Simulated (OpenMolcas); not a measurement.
# How basis sets differ on SnH2F2 (SMILES [F][SnH2][F])

SnH2F2 has 5 atoms, charge 0, and is taken as a singlet. As SMILES, `[F][SnH2][F]`. The shape is that of a PBE0-D4/def2-TZVP optimisation.

Quantity: the dipole moment, in D. The values are calculated.

```
                        level          kind     program  value (D)  CPU time
                    HF/STO-3G  Hartree–Fock  OpenMolcas       2.18     2.4 s
                     HF/3-21G  Hartree–Fock  OpenMolcas       3.69     2.6 s
 HF/def2-SVP (core potential)  Hartree–Fock  OpenMolcas       3.94     3.6 s
HF/def2-TZVP (core potential)  Hartree–Fock  OpenMolcas       3.81      23 s
```

All-electron rows without a relativistic Hamiltonian named are non-relativistic, while core potentials hold scalar relativity, so basis and relativity change together. The values span 2.18 to 3.94 D. Sets without polarisation functions give poor dipoles. CPU times are rough (shared hosts, several kinds of processor): they show what a rung costs within a factor of a few.

The minimal basis stands apart: HF/STO-3G gives 2.18 D, while the other sets lie between 3.69 and 3.94 D. Because the geometry is common to all rows, the jump reflects the electron distribution rather than bond lengths or angles. The Sn–F bonds are strongly polar, and fluorine needs radial freedom to hold the charge it draws from tin. A minimal set has a single fixed valence shell and cannot let that density expand, so it probably understates the charge separation. Splitting the valence shell removes most of this constraint.

The rise does not continue through every row, as the dipole falls slightly from def2-SVP to def2-TZVP. The closeness of 3-21G to the larger sets may owe something to cancellation between missing polarisation and the different treatment of the tin core, and is no evidence that the set is generally reliable. Agreement among the larger sets also says nothing about electron correlation, which commonly reduces the bond polarity found at the Hartree–Fock level.
